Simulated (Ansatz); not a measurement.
The atomisation energy (no zero-point term) down a group: Si to Sn

One atom is swapped for its congeners: Si(SiH3)4; Ge(SiH3)4; Sn(SiH3)4. All are singlets with charge 0.

Shapes, held fixed at every level: PBE0-D4/def2-TZVP. Programs: Ansatz 0.2.0. Values in eV.

```
                level  Si(SiH3)4  Ge(SiH3)4  Sn(SiH3)4
    PBE-D4/def2-TZVPP      50.31      49.57      48.34
  B3LYP-D4/def2-TZVPP      51.04      50.33      49.13
   PBE0-D4/def2-TZVPP      50.45      49.73      48.51
r2SCAN0-D4/def2-TZVPP      50.90      50.27      48.99
         MP2/def2-SVP      46.92      46.40      45.10
   CCSD(T)/def2-TZVPP      49.88      49.46      48.19
```

At CCSD(T)/def2-TZVPP the atomisation energy falls at every step, from 49.88 to 48.19 eV. Every level shows the same order. For atoms past krypton def2 sets carry core potentials with scalar relativity. Relativity is left out for Ge unless named. Correlated rows may include outer-core shells of Ge, Sn, which these sets cover unevenly. Spin-orbit coupling, which grows down the group, is left out (summed over each molecule's free atoms 0.09, 0.19, 0.38 eV).

Replacing the central silicon by germanium and then tin weakens the binding at every level, with the larger drop always between germanium and tin. The twelve Si–H bonds are common to all three molecules, so the fall mainly reflects the four bonds from the central atom to silicon. Down the group the valence s and p orbitals become more diffuse and overlap less well with the silyl orbitals, while the s electrons take part less readily in bonding. Germanium stays close to silicon because its filled 3d shell screens the nuclear charge poorly and keeps the atom compact; tin is distinctly larger. Spin-orbit coupling would steepen the fall, since it stabilises the free atoms more than these closed-shell molecules, and most of all for tin. The lower MP2 totals probably reflect the smaller basis, yet the order survives because much of that error is shared. These totals do not give the energy needed to break the first central bond, which also depends on how the resulting radicals relax.
